**Question: how does the empty band of SnO₂ continue above 4.45 eV?**

I work on transparent contacts and am looking at a density of states of SnO₂ from r2SCAN. The empty band begins with remarkably few states, and the last three rows have no results yet.

Density of states of SnO2 (P4_2/mnm, 6 atoms per cell, a = 4.760, c = 3.201 Å), computed with Ansatz 0.2.0: r2SCAN, scalar-relativistic plane-wave PAW, no spin polarisation, cutoff 500 eV, k mesh 6×6×8, then 9×9×12 for the states. Tetrahedron method, 0.2 eV bins, every second one listed; energies from the Fermi level at mid-gap; Löwdin projections summed over sites.

```
energy (eV)  density of states total (states/eV/cell)  DOS O 2p (states/eV/cell)  DOS Sn 5s (states/eV/cell)  DOS Sn 5p (states/eV/cell)  DOS O 2s (states/eV/cell)
      -7.95                                      1.87                       1.13                        0.58                        0.07                     0.0700
      -7.55                                      1.88                       1.15                        0.54                        0.07                     0.0900
      -7.15                                      1.01                       0.63                        0.26                        0.04                     0.0600
      -6.75                                      1.01                       0.65                        0.23                        0.06                     0.0600
      -6.35                                      0.89                        0.6                        0.14                        0.08                     0.0500
      -5.95                                       1.9                        1.4                         0.1                        0.33                     0.0400
      -5.55                                      2.46                       1.84                        0.09                        0.44                     0.0500
      -5.15                                       2.9                       2.24                        0.06                        0.51                     0.0500
      -4.75                                      4.36                       3.42                        0.07                        0.72                     0.0900
      -4.35                                      3.34                        2.7                        0.05                        0.47                     0.0800
      -3.95                                      3.06                       2.56                        0.02                        0.35                     0.0800
      -3.55                                      2.66                       2.28                        0.02                        0.25                     0.0600
      -3.15                                      3.04                       2.67                        0.02                        0.22                     0.0600
      -2.75                                      4.13                       3.79                        0.02                        0.15                     0.0600
      -2.35                                      5.14                       4.89                        0.01                        0.07                     0.0300
      -1.95                                      8.54                       8.29                        0.02                        0.04                     0.0200
      -1.55                                      6.13                          6                           0                        0.03                     0.0100
      -1.15                                      0.83                       0.81                           0                        0.01                     0.0000
      -0.75                                         0                          0                           0                           0                     0.0000
      -0.35                                         0                          0                           0                           0                     0.0000
       0.05                                         0                          0                           0                           0                     0.0000
       0.45                                         0                          0                           0                           0                     0.0000
       0.85                                         0                          0                           0                           0                     0.0000
       1.25                                      0.03                          0                        0.02                           0                     0.0100
       1.65                                      0.07                       0.01                        0.04                           0                     0.0200
       2.05                                      0.11                       0.02                        0.06                        0.01                     0.0300
       2.45                                      0.16                       0.03                        0.08                        0.01                     0.0300
       2.85                                      0.22                       0.05                         0.1                        0.02                     0.0400
       3.25                                       0.3                       0.08                        0.13                        0.02                     0.0500
       3.65                                      0.41                       0.12                        0.18                        0.04                     0.0700
       4.05                                       0.6                       0.18                        0.27                        0.05                     0.0900
       4.45                                      0.75                       0.23                        0.35                        0.06                     0.0900
       4.85                                         ?                          ?                           ?                           ?                          ?
       5.25                                         ?                          ?                           ?                           ?                          ?
       5.65                                         ?                          ?                           ?                           ?                          ?
```

Can I extend the curve to 4.85, 5.25 and 5.65 eV by physics rather than by ruler? And which orbitals should those states be made of?

**Answer**

The scale to remember is this: about 1 eV above the gap there is 0.1 state per eV and cell, while the O 2p peak below the gap reaches 8.5. The empty band is sparser by a factor of roughly eighty. Part of that contrast is a matter of number: the four O atoms of the cell bring twelve 2p bands, while the empty side begins with a single band. The rest reflects how the two kinds of state move through the crystal.

A density of states counts how many wave vectors $k$ fall into each slice of energy. If energy climbs steeply with $k$, a slice holds few of them; if a band is flat, a slice holds many. The O 2p states at the valence top are nearly nonbonding, so their energy changes only modestly with $k$. The empty band comes from large Sn 5s orbitals mixed with oxygen, and its energy climbs steeply from the zone centre Γ.

For your contact, this sparse bottom is what matters. Summing the rows up to 2.05 eV, each taken to stand for 0.4 eV, gives 0.084 electron per cell, or about $1.2\times10^{21}$ per cm³. If the bands stay rigid, that many added electrons lift the Fermi level by more than 1 eV above the band edge. r2SCAN makes the gap too small, which tends to make such a band too steep, so the real lift may be somewhat smaller.

**A formula for the band bottom**

Let $\varepsilon$ be the energy above the band edge. A steep s-like band whose mass grows with energy is described by Kane's form, $k^2\propto\varepsilon(1+a\varepsilon)$, where $a$ measures the departure from a parabola. The number of states inside a sphere of radius $k$ grows as $k^3$, and its derivative is the density of states:

$$g(\varepsilon)=C\sqrt{\varepsilon(1+a\varepsilon)}\,(1+2a\varepsilon).$$

I set the edge at 0.95 eV, as read from the listed bins (the run itself puts it at 0.88 eV, but the first states are too few to show), and fitted $C$ and $a$ to the six rows from 1.25 to 3.25 eV. The curve meets them within the rounding of the table. The three constants can trade against one another, so I would not read a mass from them.

Above that range the formula falls behind, and at 4.45 eV it gives 0.57 where the calculation has 0.75. Kane's band steepens for ever, whereas a band in a lattice must turn flat at certain points of its zone. Counting states shows how near that is. The electrons that fill the band up to 4.25 eV would occupy a sphere of radius 0.68 Å⁻¹, and the nearest zone face is 0.66 Å⁻¹ from Γ.

The band should therefore be losing slope, and states should pile up. I describe the pile-up by a straight line starting at 3.45 eV and refit the sum to all nine known rows of the empty band. The straight line is a convenience; theory does not supply its form.

**The forecast**

Here is the first missing row in full. At 4.85 eV, $\varepsilon$ is 3.90 eV, and with $C=0.0391$ and $a=0.517$ per eV the Kane part is

$$0.0391\times\sqrt{3.90\times3.02}\times5.03\approx0.67.$$

The line adds $0.192\times1.40\approx0.27$, which makes 0.94.

My forecast is that the rise goes on, without a gap or a plateau. In states per eV and cell:

- 4.85 eV: about 0.94 ± 0.15
- 5.25 eV: about 1.14 ± 0.30
- 5.65 eV: about 1.34 ± 0.50

The bars are judgements, not statistics. They widen because a saddle point of the band could give a peak or a flattening.

For the orbitals, look at how an oxygen atom sits: it has three Sn neighbours in one plane, spread around it. In the lowest empty state, at Γ, all Sn 5s orbitals have the same sign, so their pulls on an O 2p orbital nearly cancel, while their pulls on O 2s add up. Away from Γ the signs differ from one Sn to the next, and O 2p can mix in.

The table agrees with this argument. From 2.05 to 4.45 eV the O 2p share of the total grows from 0.18 to 0.31, while the O 2s share drops from 0.27 to 0.12. Such shares depend on how the states are projected, so their drift is safer than their size. The growth of O 2p has slowed, so I keep the average shares of the last three known rows: 0.45 ± 0.08 for Sn 5s and 0.30 ± 0.05 for O 2p.

**The computed values**

The withheld rows as computed:

```
energy (eV)  density of states total (states/eV/cell)  DOS O 2p (states/eV/cell)  DOS Sn 5s (states/eV/cell)  DOS Sn 5p (states/eV/cell)  DOS O 2s (states/eV/cell)
       4.85                                      2.07                       0.61                        0.99                        0.21                     0.2100
       5.25                                      1.71                       0.52                         0.8                        0.18                     0.1500
       5.65                                      1.49                       0.48                         0.7                        0.14                     0.1100
```

The forecast of the total fails. At 4.85 eV the calculation gives 2.07, more than twice my value and over seven error bars away. At 5.25 eV the 1.71 is still nearly two bars too high for me. The last row lies inside its range, but that is no success of the reasoning: I had the curve climbing there, and it is coming down from a peak.

The forecast of the orbitals holds in all three rows. Sn 5s keeps a share of 0.47 to 0.48 and O 2p one of 0.29 to 0.32. This is a clue to what the peak is. Had a new set of bands opened at 4.85 eV, made of Sn 5p for instance, the mixture should have changed, yet it hardly moves while the total almost triples. The projections leave out shells that the datasets lack, but the listed ones hold about 96 to 98 % of the total in these rows, so little can be hidden there. The peak most likely belongs to the same Sn 5s–O bands that begin at the gap.

**Why the band piles up so suddenly**

I had expected the loss of slope to act gradually. A simple picture shows why it need not. The Sn atoms of this structure sit at the corners and the centre of a box. Suppose that an electron hops only between a corner and a centre, with strength $t$. Then

$$E=E_0-8t\cos\frac{k_xa}{2}\cos\frac{k_ya}{2}\cos\frac{k_zc}{2},$$

where $a$ and $c$ are now the cell edges and $E_0$ is the middle of the band.

On the nearest zone face only one cosine is zero, and the band passes through it still climbing. Reaching that face was therefore no sign of flattening, as I had assumed. The slope vanishes where two of the cosines are zero at once. That happens along whole lines in the zone, not just at single points, and every one of those lines has the same energy $E_0$. A great many flat places thus fall into one slice of energy, and the density of states has a sharp peak there. A smooth band gives a density that is anything but smooth.

The picture also says where the peak belongs: at half filling of the s bands. Two Sn atoms in the cell supply 5s bands for four electrons, so half filling means two. The known rows add up to 1.06 electrons by 4.65 eV, and the row at 4.85 eV brings the sum to about 1.9. Half filling is thus reached just above that row, and the peak stands at or somewhat below half filling. The extra states that I had described by a straight line were probably its lower flank.

This is support after the event, not proof, and one thing does not fit. The picture is symmetric about its peak, yet the calculation has 1.71 at 5.25 eV and only 0.75 at 4.45 eV. The band energies of the same run show what is missing. With corner–centre hops alone, the two s bands would have the same mean energy at every $k$. In the run that mean is 3.4 eV at Γ, 4.1 eV at X, the centre of a side face of the zone, and 6.0 eV at Z, the centre of the face along $c$. This points to coupling between Sn atoms of the same kind as well, directly or through oxygen, and most strongly along $c$.

The flat lines are therefore spread in energy, and the match with half filling is looser than it looks. One point on these lines, the middle of a horizontal zone edge, lies at 6.2 eV, far above the peak. The likelier source of the peak is the vertical edge, which runs from its middle M to the zone corner A. In the run both s bands lie at 4.5 eV at M, rise to 4.9 eV about halfway and come back to 4.6 eV at A. This whole line stays within about 0.3 eV, and it turns over right at the peak.

The vertical edge explains the abrupt rise, since it begins just above the last known row, but not the slow fall, since it does not continue above the peak. The horizontal edges may supply that. They run from 4.6 eV at the corner A to 6.2 eV at their middles, so their part of the pile-up would be smeared out, mostly above the peak. I infer this from the two ends of those edges only, so the lopsided shape is not settled by it.

The bins are 0.2 eV wide but listed every 0.4 eV, so the true height of the peak may differ from 2.07, and my count is uncertain just there. A plot of the bands along and across the horizontal edges would show whether they really feed the slow fall.

Before extending the tail of any band, then, count how many states the band still owes. Here about three quarters of the 5s states were outstanding at 4.65 eV. The count does not say at which energy they come, but it called for a far wider bar on the upper side. Your contact is untouched by the miss, because reaching the peak would take about one added electron per cell, far more than the doping of such a contact supplies. The output below lists both fits with their misses at the withheld rows.

The analysis program printed:

```
fit of cdos on 6 rows (energy < 3.4): coefficient of sqrt(eps*(1+s*eps))*(1+2*s*eps) 0.03908 +/- 0.00036, s 0.5167; rms 0.00323, worst 2.85 0.00471, leave-one-out rms 0.00665
  rows outside the fit (model, value, miss): 3.65 0.3766, 0.41, -0.0334; 4.05 0.4665, 0.6, -0.134; 4.45 0.5656, 0.75, -0.184; 4.85 0.6741, 2.07, -1.4; 5.25 0.7918, 1.71, -0.918; 5.65 0.9187, 1.49, -0.571
fit of cdos on 9 rows: coefficient of kane 1.003 +/- 0.016, coefficient of ramp 0.1917 +/- 0.013; rms 0.00727, worst 4.05 -0.0171, leave-one-out rms 0.0149
  rows outside the fit (model, value, miss): 4.85 0.9444, 2.07, -1.13; 5.25 1.139, 1.71, -0.571; 5.65 1.343, 1.49, -0.147
lower ends of the forecasts at 4.85, 5.25, 5.65 eV (states/eV/cell): 0.7944, 0.8392, 0.8432
upper ends of the forecasts at 4.85, 5.25, 5.65 eV (states/eV/cell): 1.094, 1.439, 1.843
radius of the filled sphere up to 3.85, 4.25, 4.65 eV (1/A): 0.5965, 0.6769, 0.7563
distance from zone centre to the nearest face, pi/a (1/A): 0.66
distance from zone centre to the point M (1/A): 0.9334
empty states counted up to 4.65 eV (electrons/cell): 1.06
empty states counted up to 5.85 eV, withheld rows included (electrons/cell): 3.168
electron density that fills the band up to 2.25 eV (10^21 per cm3): 1.158
forecast Sn 5s share (bar 0.08): 0.4545
forecast O 2p share (bar 0.05): 0.3011
Sn 5s share from 2.05 to 5.65 eV: 0.5455, 0.5, 0.4545, 0.4333, 0.439, 0.45, 0.4667, 0.4783, 0.4678, 0.4698
O 2p share from 2.05 to 5.65 eV: 0.1818, 0.1875, 0.2273, 0.2667, 0.2927, 0.3, 0.3067, 0.2947, 0.3041, 0.3221
O 2s share from 2.05 to 5.65 eV: 0.2727, 0.1875, 0.1818, 0.1667, 0.1707, 0.15, 0.12, 0.1014, 0.08772, 0.07383
Sn 5p share from 2.05 to 5.65 eV: 0.09091, 0.0625, 0.09091, 0.06667, 0.09756, 0.08333, 0.08, 0.1014, 0.1053, 0.09396
O 2p share at -1.55 eV: 0.9788
Sn 5s share at -7.95 eV: 0.3102
```
